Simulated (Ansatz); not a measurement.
# SnO: the change of pressure and energy above lowest point with volume scale

Free energy against uniform scaling of the volume at fixed shape and fractions; periodic cell, basis, potentials, k mesh and filling as listed. The results are calculated, by Ansatz 0.2.0.

The cell before it is scaled or strained (space group P4/nmm, No. 129):
```
SnO
1.0
      3.7986     0.0000     0.0000
      0.0000     3.7986     0.0000
      0.0000     0.0000     4.8408
Sn O
2 2
Direct
  0.50000 0.00000 0.23690
  0.00000 0.50000 0.76310
  0.00000 0.00000 0.00000
  0.50000 0.50000 0.00000
```

Settings of every row: functional x:pbe c:lda; dispersion none; potentials PAW; wave cutoff 421.78 eV; density cutoff 1687.1 eV; k mesh 5x5x4; k shift 0x0x0; occupations fixed; smearing width 0 eV; spin none.

Limits: coarse k mesh, up to 40 meV an atom off; minimum outside the range.

```csv
row,volume scale,V (Å³/atom),pressure (GPa),energy above lowest point (meV/atom)
1,0.9,15.716,27.83,290.6
2,0.925,16.153,23.2,221.3
3,0.95,16.589,19.11,163.8
4,0.975,17.026,15.52,116.7
5,1,17.462,12.34,78.7
6,1.025,17.899,9.52,49.1
7,1.05,18.336,?,?
8,1.075,18.772,4.83,10.4
9,1.1,19.209,2.87,0
```

Question: what pressure and energy above lowest point should row 7 give?

Worked fit of pressure. Take u = (V_r/V)^(2/3) − 1 with V_r = 17.244 Å³ an atom, which is twice the finite (Eulerian) strain; such expansions in the strain, on which the Birch-Murnaghan equation of state is built, carry the rest volume and the bulk modulus. The shown rows have u = 0.06381, 0.04454, 0.02615, 0.00852, -0.00834, -0.02455, -0.05503, -0.06942. Least squares give pressure = 13.878 + 188.3 × u + 453.2 × u² + 357 × u³ GPa; a parabola predicts inner rows, each left out in turn, worse (root mean square 0.026 against 0.0074 GPa). The rows lie off it by 0.00, 0.00, -0.01, 0.00, 0.00, 0.00, 0.00, 0.00. The withheld row has u = -0.04011, so the fit gives 13.878 + 188.3 × (-0.04011) + 453.2 × (-0.04011)² + 357 × (-0.04011)³ = 7.03 GPa.

The calculation gave 7.04 GPa. The fit lies 0.01 GPa (0.04 % of the column's range) below it, one unit of the last digit.

Worked fit of energy above lowest point. Take u = (V_r/V)^(2/3) − 1 with V_r = 17.244 Å³ an atom, which is twice the finite (Eulerian) strain; such expansions in the strain, on which the Birch-Murnaghan equation of state is built, carry the rest volume and the bulk modulus. The shown rows have u = 0.06381, 0.04454, 0.02615, 0.00852, -0.00834, -0.02455, -0.05503, -0.06942. Least squares give energy above lowest point = 96.66 + 2249 × u + 12362 × u² meV/atom; a straight line predicts inner rows, each left out in turn, worse (root mean square 19 against 0.14 meV/atom). The rows lie off it by 0.1, -0.1, -0.1, 0.0, -0.1, 0.2, 0.1, -0.1. The withheld row has u = -0.04011, so the fit gives 96.66 + 2249 × (-0.04011) + 12362 × (-0.04011)² = 26.3 meV/atom.

The calculation gave 26.6 meV/atom. The fit lies 0.3 meV/atom (1.1 % of the value, 0.1 % of the column's range) below it; its largest miss of a shown row is 0.2 meV/atom.
